## The naive picture and the result

Cutting a crystal removes the atoms that pulled on the top plane from outside. On a simple view the planes near the surface should then all sink inward, each less than the one above it. The calculation for a TaRh₃ slab with Rh on both faces gives something else.

Seven-plane TaRh₃(100) slab (Ta₃Rh₁₁) with Rh on both faces and all atoms relaxed, calculated with Ansatz 0.2.0 using scalar-relativistic PBEsol without spin polarisation, PAW, a 420 eV plane-wave cutoff, a 9×9×1 k mesh, 0.1 eV Gaussian smearing and 15 Å of vacuum. Planes are numbered from the bottom, and spacing changes are relative to the relaxed bulk.

| row | relaxed plane number | relaxed plane spacing to next (Å) | relaxed plane spacing change (Å) | relaxed plane rumpling (Å) |
| --- | --- | --- | --- | --- |
| 1 | 1 | 1.805 | -0.118 | 0.000 |
| 2 | 2 | 1.945 | 0.022 | 0.075 |
| 3 | 3 | 1.916 | -0.007 | 0.000 |
| 4 | 4 | 1.916 | -0.007 | 0.000 |
| 5 | 5 | 1.945 | 0.022 | 0.000 |
| 6 | 6 | 1.805 | -0.118 | 0.075 |
| 7 | 7 | n/a | n/a | 0.000 |

The outermost spacing shrinks by 6 % of its bulk value, but the next one widens by about 1 %. The third changes by less than half a per cent. This slab was calculated at one thickness only and without spin-orbit coupling, which matters for these elements. Its small surface cell also rules out any reconstruction with a longer period. In addition, the program warned that the exchange-correlation potential is rough where the electron density is thin, that is, in the vacuum and at the faces. With no thicker slab to compare, the third change is too small to interpret on its own.

## Reading the rows

The seven rows are the planes of one slab, counted from the bottom, and its two faces are equivalent. Each spacing is measured to the next plane up. Row 1 therefore holds the outermost spacing of the lower face and row 6 that of the upper face, while row 7 has no next plane.

Rumpling is taken here as the height difference between the two atoms of a plane, and spacings as distances between plane averages. Planes 1, 3, 5 and 7 hold two equivalent Rh atoms, so symmetry keeps them flat. Plane 4 holds Ta and Rh but lies on the mirror plane of the slab, which keeps it flat too. Only planes 2 and 6 are free to rumple, and both do.

## Why the outer spacing shrinks

Deep in the crystal every atom has twelve nearest neighbours and the pulls on it balance. A surface Rh atom has lost four of them, two Ta and two Rh. In a metal, bonding grows less than in proportion to the number of neighbours, whereas the repulsion between atom cores grows roughly in proportion. With fewer neighbours, each remaining bond is therefore stronger and prefers to be shorter.

The forces on the slab before its atoms relax fit this argument, though they cannot show that it is the only cause; the smoothing of the electron density at the surface, for one, is also expected to pull the outer plane inward. Plane 1 is pulled inward with 1.89 eV/Å per surface cell, and plane 2 is pulled outward with 1.87 eV/Å. Plane 3 feels almost nothing. The cut has thus left the outer two planes drawing together, with the rest of the slab hardly involved.

Plane 1 does most of the moving. Measured from the middle plane, it sinks by 0.10 Å, while plane 2 rises on average by only 0.015 Å. The two pulls nearly cancel, so little load reaches the ties between plane 2 and the interior. These ties keep plane 2 almost in place, and plane 1, with nothing beyond it, closes the gap.

## Why the next spacing widens

Consider first the limit in which each plane is a rigid sheet tied only to the sheets next to it. The tie between planes 2 and 3 then has to balance only the net force on the outer two planes together. That net force is about 0.02 eV/Å and points inward, so this spacing would hardly change.

The computed widening, about a fifth of the outer contraction, must then come from something that this limit leaves out. Theory offers a reason: once the bonds of plane 2 to the surface have shortened, its atoms rely less on their bonds to plane 3, which can then lengthen. Here this holds only on average. From 2.72 Å in the bulk, the bonds to plane 3 go to 2.76 Å for Ta, the outer atom of plane 2, but to 2.71 Å for Rh, the inner one, although both atoms have shorter bonds to the surface. Planes 1 and 3 may also resist being brought closer together. That would push plane 3 inward, and plane 3 does sink by 0.007 Å although the small initial force on it points outward; so small a shift fits the idea without singling it out. The table cannot separate these effects, nor the part played by the rumpling, which the rigid-sheet limit ignores.

## Why plane 2 rumples

Ta and Rh bind differently to the surface Rh atoms. Before relaxation the Ta atom of plane 2 is pulled outward with 1.27 eV/Å and the Rh atom with 0.60 eV/Å. Unequal pulls lead naturally to unequal heights, and in the relaxed slab Ta does end further out, by 0.075 Å.

The initial pulls do not explain everything, however. Measured from the middle plane, Rh ends about 0.02 Å further in than it started, although it is at first pulled outward. The forces must therefore change as the neighbours move; the sinking surface plane may push Rh inward, but the data do not isolate this effect.

An energy estimate can test how well the initial forces and the final shifts fit together. If the energy is quadratic in the shifts, each force falls evenly to zero on the way to the relaxed position. Its average is half its initial value, so the energy gained is

$$\Delta E=\tfrac12\sum_i F_i u_i ,$$

where $F_i$ is the initial outward force on atom $i$ and $u_i$ its outward shift. Half the rumpling of 0.075 Å, added to or taken from the average shift of plane 2, gives 0.0525 Å for Ta and −0.0225 Å for Rh. For one face, with the tiny term of plane 3 left out,

$$\Delta E\approx\tfrac12\,(1.885\times0.103+1.267\times0.0525-0.599\times0.0225)\approx0.12\ \text{eV}.$$

The calculation itself gives 0.13 eV per face. The estimate is thus about 6 % too low, which suggests that the energy is close to quadratic over these shifts. Bonds stiffen as they shorten, so the estimate is expected to fall a little below the true gain, as it does. The estimate has no adjustable constant, but it takes the shifts from the relaxed slab and so does not predict them.

Printed output of the fit:

```
Spacings against the bulk cut:
  row  ideal spacing in angstrom  change in per cent
    1                      1.923              -6.136
    2                      1.923               1.144
    3                      1.923              -0.364
    4                      1.923              -0.364
    5                      1.923               1.144
    6                      1.923              -6.136
Outward shift of plane 1 in angstrom: -0.103
Outward shift of the average of plane 2 in angstrom: 0.015
Outward shift of plane 3 in angstrom: -0.007
Widening of spacing 2-3 as a share of the contraction of spacing 1-2 in per cent: 18.64
Total initial force on plane 1 in eV per angstrom (outward positive): -1.885
Total initial force on plane 2 in eV per angstrom (outward positive): 1.866
Total initial force on plane 3 in eV per angstrom (outward positive): 0.0203
Net initial force on planes 1 and 2 together in eV per angstrom (outward positive): -0.01922
Outward shift of the outer atom of plane 2 in angstrom: 0.0525
Outward shift of the inner atom of plane 2 in angstrom: -0.0225
Nearest-neighbour distance in the bulk cut in angstrom: 2.72
Distance from surface Rh to the outer atom of plane 2 in angstrom: 2.612
Distance from surface Rh to the inner atom of plane 2 in angstrom: 2.663
Distance from the outer atom of plane 2 to Rh of plane 3 in angstrom: 2.762
Distance from the inner atom of plane 2 to Rh of plane 3 in angstrom: 2.709
Computed energy gain per face in eV: 0.1308
Estimated gain per face in eV if the more strongly pulled atom ends further out: 0.1235
Estimated gain per face in eV if the less strongly pulled atom ends further out: 0.09848
```
